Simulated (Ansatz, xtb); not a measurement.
## Relative energy of two isomers of C4H5GeN

Structure a: `C#C[C@@H]([GeH3])C#N`, a singlet. Structure b: `N#CC#C[CH2][GeH3]`, a singlet. Both are isolated molecules in the gas phase, relaxed with PBE0-D3(BJ)/def2-SVP.

a (Å):

```yaml
atoms:
  - { symbol: C, position_ang: [-0.0684, -1.0533, -0.5600] }
  - { symbol: C, position_ang: [0.7516, -0.1657, -0.6247] }
  - { symbol: C, position_ang: [1.7111, 0.9257, -0.6513] }
  - { symbol: C, position_ang: [3.0917, 0.4897, -0.7981] }
  - { symbol: Ge, position_ang: [1.5385, 1.9962, 1.0416] }
  - { symbol: N, position_ang: [4.2029, 0.1743, -0.8795] }
  - { symbol: H, position_ang: [-0.7902, -1.8480, -0.5152] }
  - { symbol: H, position_ang: [1.4757, 1.6221, -1.4752] }
  - { symbol: H, position_ang: [2.5318, 3.1639, 0.9587] }
  - { symbol: H, position_ang: [1.8590, 1.0603, 2.2110] }
  - { symbol: H, position_ang: [0.0884, 2.4950, 1.0937] }
```

b (Å):

```csv
atom,x (Å),y (Å),z (Å)
C,-1.1779,-1.0064,-0.4704
C,-0.0715,-0.2005,-0.5845
C,0.9075,0.5152,-0.6980
C,2.0716,1.3558,-0.7760
Ge,2.9139,1.6074,1.0055
N,-2.1156,-1.6886,-0.3752
H,2.8232,0.9164,-1.4521
H,1.8071,2.3491,-1.1739
H,4.1380,2.5193,0.8186
H,3.3395,0.2340,1.5426
H,1.8891,2.2624,1.9417
```

Energies in hartree; the thermal terms are from GFN2-xTB frequencies at re-optimised GFN2-xTB minima (ideal gas, soft modes damped towards free rotors, one conformer each, 298.15 K, 1 atm) and include the zero-point energy:

```
                               a            b
E, CCSD(T)/def2-SVP  −2284.652722  −2284.663655
    E, MP2/def2-SVP  −2284.586053  −2284.599151
  E, MP2/def2-TZVPP  −2285.252784  −2285.264358
  zero-point energy      0.065403      0.066198
       H(298 K) − E      0.074564      0.075270
       G(298 K) − E      0.032030      0.032680
```

Correct the CCSD(T) difference for the basis set by the MP2 change, then work out ΔE, ΔE₀, ΔH and ΔG for a → b in kJ/mol (1 Eh = 2625.50 kJ/mol) and the equilibrium ratio [b]/[a].

1. Differences b − a: CCSD(T) −0.010933, MP2 in the small set −0.013098, MP2 in the large set −0.011574 Eh.
2. ΔE = −0.010933 + (−0.011574 − (−0.013098)) = −0.009409 Eh = −24.70 kJ/mol.
3. ΔE₀ = ΔE + ΔZPE = −0.009409 + (+0.000795) Eh = −22.62 kJ/mol.
4. ΔH = ΔE + (+0.000706) Eh = −22.85 kJ/mol.
5. ΔG = ΔE + (+0.000650) Eh = −23.00 kJ/mol, so ΔS = (ΔH − ΔG)/T = +0.5 J/(mol K).
6. kT = 0.9442 mEh, so K = [b]/[a] = exp(−ΔG/kT) = exp(+9.28) ≈ 1.1 × 10^4.

Structure b is favoured at this temperature. An error of 4 kJ/mol in ΔG would change K by a factor of 5. Mirror images and further conformers aren't counted.

As drawn, both hold the same kinds of bond in the same numbers.

Other levels gave ΔE = −27.1 (GFN2-xTB); −44.1 (HF/STO-3G, GFN2-xTB geometries); −55.1 (r2SCAN-D4/def2-SVP, GFN2-xTB geometries); −44.3 (PBE0-D3(BJ)/def2-SVP); −23.4 (HF/def2-SVP); −34.4 (MP2/def2-SVP); −28.7 (CCSD(T)/def2-SVP) kJ/mol. The correlated steps freeze 14 core orbitals; the filled d shell of Ge is correlated, in a basis made for valence electrons. Programs: Ansatz 0.2.0, xtb 6.7.1.

Isomer b is the more stable at every level listed, and the preference is almost entirely electronic: the thermal terms trim it slightly and entropy hardly matters. Equal formal bond counts hide a change in hybridisation. In b the alkyne and nitrile are joined directly through a short sp–sp carbon–carbon bond and share a conjugated π system, whereas in a the saturated carbon interrupts it. The Ge–C σ bond, a good hyperconjugative donor, can also feed into the extended cyanoalkyne acceptor in b. Relief of the repulsion between two electron-withdrawing groups on one carbon probably helps too, though the total energies don't separate these contributions.

PBE0 gives −44.3 kJ/mol against −28.7 for CCSD(T) in the same basis, possibly because the functional over-stabilises the delocalised π system. The sign is therefore much safer than the DFT magnitude. The equilibrium ratio says nothing about how readily a converts to b, which requires breaking and remaking σ bonds.
